**Li⁺···HCl interaction curve: a multipole, induction and wall estimate**

The table holds counterpoise-corrected interaction energies of Li⁺ with HCl along a rigid scan from the PBE0-D4/def2-TZVP minimum, computed with Ansatz 0.2.0 in the def2-TZVPPD basis at the CCSD(T), CCSD, HF, PBE-D4 and r2SCAN-D4 levels. The program converts the shift into the Li–Cl distance and the Li–Cl–H angle and adds charge-dipole, charge-quadrupole and induction terms from rough recalled properties of HCl, with no fit. It then fits a two-constant exponential wall to the CCSD(T) remainder and compares the result with a $-C/r^3$ plus wall form and a Morse curve. The unfitted sum is within 0.15 kcal/mol of CCSD(T) in the last two rows, and the full rule has an rms error of 0.09 kcal/mol over eight rows, against 0.07 for the cubic form and 0.40 for Morse. The output also shows how the wall constants trade against the recalled inputs, the error of each level relative to CCSD(T), and that the HF error is 8.5 to 11.6 % of the model's dipole term.

Interaction energy of Li+ with HCl in the gas phase, computed with Ansatz 0.2.0 in the def2-TZVPPD basis, with frozen cores in CCSD and CCSD(T). It is the pair's energy less those of both fragments in the pair's basis (counterpoise-corrected; negative binds). HCl is moved rigidly from the PBE0-D4/def2-TZVP minimum along the line from Li+ to the H–Cl midpoint.

## Numerical check

```python
# Table: counterpoise interaction energy (kcal/mol) of Li+ with HCl on a rigid scan, Ansatz 0.2.0, def2-TZVPPD,
# CCSD(T), CCSD, HF, PBE-D4, r2SCAN-D4. Tested: charge-dipole + charge-quadrupole + induction (no fit)
# plus a two-constant exponential wall, against -C/r^3 + wall and a Morse curve.
T = {
    'x': [-0.232, -0.116, 0.0, 0.116, 0.279, 0.58, 1.161, 2.322],  # Å
    'ccsd_t': [-12.03, -14.22, -15.0, -14.92, -14.0, -11.41, -7.01, -2.94],  # kcal/mol
    'pbe_d4': [-14.55, -16.49, -17.08, -16.84, -15.76, -13.27, -8.44, -3.37],  # kcal/mol
    'r2scan_d4': [-12.48, -14.57, -15.29, -15.18, -14.23, -11.72, -7.34, -3.16],  # kcal/mol
    'hf': [-12.39, -14.61, -15.4, -15.3, -14.34, -11.69, -7.23, -3.1],  # kcal/mol
    'ccsd': [-12.12, -14.29, -15.06, -14.97, -14.03, -11.42, -7.01, -2.95],  # kcal/mol
    'err': [-0.36, -0.39, -0.4, -0.38, -0.35, -0.28, -0.22, -0.16],  # kcal/mol
}
import numpy as np
from scipy.optimize import curve_fit
from scipy import constants as C
x, E, err = (np.array(T[n], float) for n in ('x', 'ccsd_t', 'err'))
# geometry, Li-Cl contact (A) and D4 terms (eV) of the first row: outputs of the same runs
Li, Cl, H = np.array([.08, -.15, -1.71]), np.array([-.28, .52, .25]), np.array([.22, -.41, 1.00])
contact, d4 = 2.097, {'PBE-D4': -0.017766, 'r2SCAN-D4': -0.0035854}
mu, Q, al = 1.1, 3.7, 2.6  # rough recalled values for HCl: D, D*A, A^3
ev = C.e*C.N_A/(1e3*C.calorie); k = ev*C.e/(4*np.pi*C.epsilon_0*1e-10); D = 1e-21/C.c/(C.e*1e-10)
u = (Cl+H)/2-Li; u /= np.linalg.norm(u); bond = np.linalg.norm(H-Cl); bv = (H-Cl)/bond
def geo(s):
    v = Cl-Li+np.outer(s-x[0], u); rr = np.linalg.norm(v, axis=1)
    return rr, -(v@bv)/rr
def parts(rr, cc, m=mu, q=Q, a=al):
    return np.array([k*m*D*cc/rr**2, k*q*D*(1.5*cc**2-.5)/rr**3, -k*a/2/rr**4])
wall = lambda rr, B, b: B*np.exp(-b*(rr-2.3))
fit = lambda lr: curve_fit(wall, r, E-lr, p0=[12, 3.6])[0]
rms = lambda d: np.sqrt(np.mean(d**2))
row = lambda d, f='%6.2f': ' '.join(f % v for v in d)
r, c = geo(x); P = parts(r, c); L = P.sum(0); w = E-L
print('energies kcal/mol, lengths A; table rounding 0.005; k = %.1f; 1 D = %.4f e*A' % (k, D))
print('recalled mu %.1f D, Theta %.1f D*A, alpha %.1f A^3 -> %.1f cos/r^2 + %.0f P2/r^3 - %.0f/r^4' % (mu, Q, al, k*mu*D, k*Q*D, k*al/2))
print('H-Cl %.2f; Li-Cl in first row from coordinates %.3f, run output %.3f' % (bond, r[0], contact))
print('     x      r  angle    cos     P2  dipole  quadr  induct    sum CCSD(T) CCSD(T)-sum  best angle')
best = np.degrees(np.arccos(-mu*r/(3*Q)))
for i in range(len(x)):
    print('%6.3f %6.3f %6.1f %6.3f %6.3f %s %7.2f %7.2f %7.2f %9.1f' % (x[i], r[i], np.degrees(np.arccos(c[i])), c[i], 1.5*c[i]**2-.5, row(P[:, i], '%7.2f'), L[i], E[i], w[i], best[i]))
print('best angle: cos = -mu r/(3 Theta); linear only beyond r = %.0f' % (3*Q/mu))
p = fit(L); B, b = round(p[0], 1), round(p[1], 2); M = L+wall(r, B, b)
b2 = np.log(w[0]/w[4])/(r[4]-r[0]); B2 = w[0]*np.exp(b2*(r[0]-2.3)); M2 = L+wall(r, B2, b2)
cub = lambda rr, c3, B, b: -c3/rr**3+wall(rr, B, b)
mor = lambda rr, De, a, re: De*((1-np.exp(-a*(rr-re)))**2-1)
pc = curve_fit(cub, r, E, p0=[290, 9, 4])[0]; pm = curve_fit(mor, r, E, p0=[15, 1.2, 2.37])[0]
print('     x   wall    rule  model less CCSD(T): rule  percent  two-row  cubic  Morse')
for i in range(len(x)):
    print('%6.3f %6.2f %7.2f %24.2f %7.1f %8.2f %6.2f %6.2f' % (x[i], wall(r[i], B, b), M[i], M[i]-E[i], 100*abs((M[i]-E[i])/E[i]), M2[i]-E[i], cub(r[i], *pc)-E[i], mor(r[i], *pm)-E[i]))
for n, t, m in (('rule, wall B exp(-b(r-2.3))', 'B %.1f, b %.2f/A' % (B, b), M),
                ('wall from rows %.3f, %.3f' % (x[0], x[4]), 'B %.2f, b %.2f/A' % (B2, b2), M2),
                ('-C/r^3 + wall', 'C %.0f, B %.2f, b %.2f/A' % tuple(pc), cub(r, *pc)),
                ('Morse', 'De %.2f, a %.2f/A, re %.3f' % tuple(pm), mor(r, *pm))):
    j = np.argmax(abs(m-E)); print('%s: %s; rms %.2f, worst %.2f at x = %.3f' % (n, t, rms(m-E), (m-E)[j], x[j]))
for n, kw in (('mu 1.0', {'m': 1.0}), ('mu 1.2', {'m': 1.2}), ('Theta 3.5', {'q': 3.5}), ('alpha 2.4', {'a': 2.4}), ('no quadrupole', {'q': 0.0})):
    l = parts(r, c, **kw).sum(0); q = fit(l); d = l+wall(r, *q)-E
    print('refit with %s: B %.1f, b %.2f, rms %.2f, error in last row %.2f' % (n, q[0], q[1], rms(d), d[-1]))
g = np.linspace(-.2, .3, 501); rg, cg = geo(g); Eg = parts(rg, cg).sum(0)+wall(rg, B, b); a2, a1, a0 = np.polyfit(x[1:4], E[1:4], 2)
print('minimum: rule %.2f at x = %.3f; CCSD(T) parabola %.2f at x = %.3f' % (Eg.min(), g[Eg.argmin()], a0-a1**2/4/a2, -a1/2/a2))
n = np.log(E[-2]/E[-1])/np.log(r[-1]/r[-2]); nL = np.log(L[-2]/L[-1])/np.log(r[-1]/r[-2])
print('tail exponent, last two rows: CCSD(T) %.2f, unfitted sum %.2f; -E r^3 last three rows %s' % (n, nL, row(-(E*r**3)[-3:], '%.0f')))
print('level less CCSD(T), rows in order of x; then percent at x = 0 and last row')
for key, name in (('ccsd', 'CCSD'), ('hf', 'HF'), ('r2scan_d4', 'r2SCAN-D4'), ('pbe_d4', 'PBE-D4')):
    d = np.array(T[key])-E; print('%-10s %s | rms %.2f | %.1f %.1f' % (name, row(d), rms(d), 100*d[2]/E[2], 100*d[-1]/E[-1]))
print('HF error / dipole term, percent:', row(100*err/P[0], '%5.1f'))
print('D4 term of the pair, first row:', ', '.join('%s %.2f' % (s, v*ev) for s, v in d4.items()))
assert all((np.array(T[s]) < E).all() for s in ('hf', 'pbe_d4', 'r2scan_d4'))
assert 2 < n < 4
assert (abs(w[-2:]) < 0.3).all()
assert (w[:6] > 0).all() and (np.diff(w[:6]) < 0).all()
```

It prints:

```
energies kcal/mol, lengths A; table rounding 0.005; k = 332.1; 1 D = 0.2082 e*A
recalled mu 1.1 D, Theta 3.7 D*A, alpha 2.6 A^3 -> 76.0 cos/r^2 + 256 P2/r^3 - 432/r^4
H-Cl 1.30; Li-Cl in first row from coordinates 2.102, run output 2.097
     x      r  angle    cos     P2  dipole  quadr  induct    sum CCSD(T) CCSD(T)-sum  best angle
-0.232  2.102  104.2 -0.245 -0.410   -4.21  -11.29  -22.10  -37.60  -12.03   25.57     102.0
-0.116  2.214  105.0 -0.258 -0.400   -4.01   -9.42  -17.95  -31.38  -14.22   17.16     102.7
 0.000  2.327  105.7 -0.271 -0.390   -3.80   -7.92  -14.73  -26.45  -15.00   11.45     103.3
 0.116  2.439  106.4 -0.282 -0.381   -3.60   -6.71  -12.19  -22.50  -14.92    7.58     104.0
 0.279  2.598  107.2 -0.296 -0.369   -3.33   -5.38   -9.47  -18.18  -14.00    4.18     104.9
 0.580  2.893  108.5 -0.317 -0.349   -2.88   -3.69   -6.16  -12.73  -11.41    1.32     106.7
 1.161  3.465  110.4 -0.348 -0.319   -2.20   -1.96   -3.00   -7.16   -7.01    0.15     110.1
 2.322  4.614  112.7 -0.386 -0.277   -1.38   -0.72   -0.95   -3.05   -2.94    0.11     117.2
best angle: cos = -mu r/(3 Theta); linear only beyond r = 10
     x   wall    rule  model less CCSD(T): rule  percent  two-row  cubic  Morse
-0.232  25.56  -12.04                    -0.01     0.0     0.00   0.04  -0.31
-0.116  17.04  -14.34                    -0.12     0.8    -0.18  -0.06   0.22
 0.000  11.35  -15.11                    -0.11     0.7    -0.18  -0.05   0.29
 0.116   7.54  -14.96                    -0.04     0.2    -0.12   0.01   0.16
 0.279   4.24  -13.93                     0.07     0.5     0.00   0.07  -0.11
 0.580   1.46  -11.27                     0.14     1.2     0.10   0.07  -0.44
 1.161   0.18   -6.97                     0.04     0.5     0.03  -0.08  -0.15
 2.322   0.00   -3.05                    -0.11     3.7    -0.11  -0.11   0.87
rule, wall B exp(-b(r-2.3)): B 12.5, b 3.62/A; rms 0.09, worst 0.14 at x = 0.580
wall from rows -0.232, 0.279: B 12.42, b 3.65/A; rms 0.11, worst -0.18 at x = 0.000
-C/r^3 + wall: C 300, B 9.71, b 3.74/A; rms 0.07, worst -0.11 at x = 2.322
Morse: De 14.80, a 1.18/A, re 2.392; rms 0.40, worst 0.87 at x = 2.322
refit with mu 1.0: B 12.1, b 3.72, rms 0.15, error in last row 0.02
refit with mu 1.2: B 12.9, b 3.52, rms 0.10, error in last row -0.23
refit with Theta 3.5: B 12.1, b 3.70, rms 0.12, error in last row -0.07
refit with alpha 2.4: B 11.3, b 3.82, rms 0.17, error in last row -0.04
refit with no quadrupole: B 3.9, b 6.75, rms 1.32, error in last row 0.61
minimum: rule -15.14 at x = 0.032; CCSD(T) parabola -15.07 at x = 0.047
tail exponent, last two rows: CCSD(T) 3.03, unfitted sum 2.98; -E r^3 last three rows 276 292 289
level less CCSD(T), rows in order of x; then percent at x = 0 and last row
CCSD        -0.09  -0.07  -0.06  -0.05  -0.03  -0.01   0.00  -0.01 | rms 0.05 | 0.4 0.3
HF          -0.36  -0.39  -0.40  -0.38  -0.34  -0.28  -0.22  -0.16 | rms 0.33 | 2.7 5.4
r2SCAN-D4   -0.45  -0.35  -0.29  -0.26  -0.23  -0.31  -0.33  -0.22 | rms 0.31 | 1.9 7.5
PBE-D4      -2.52  -2.27  -2.08  -1.92  -1.76  -1.86  -1.43  -0.43 | rms 1.88 | 13.9 14.6
HF error / dipole term, percent:   8.5   9.7  10.5  10.6  10.5   9.7  10.0  11.6
D4 term of the pair, first row: PBE-D4 -0.41, r2SCAN-D4 -0.08
```
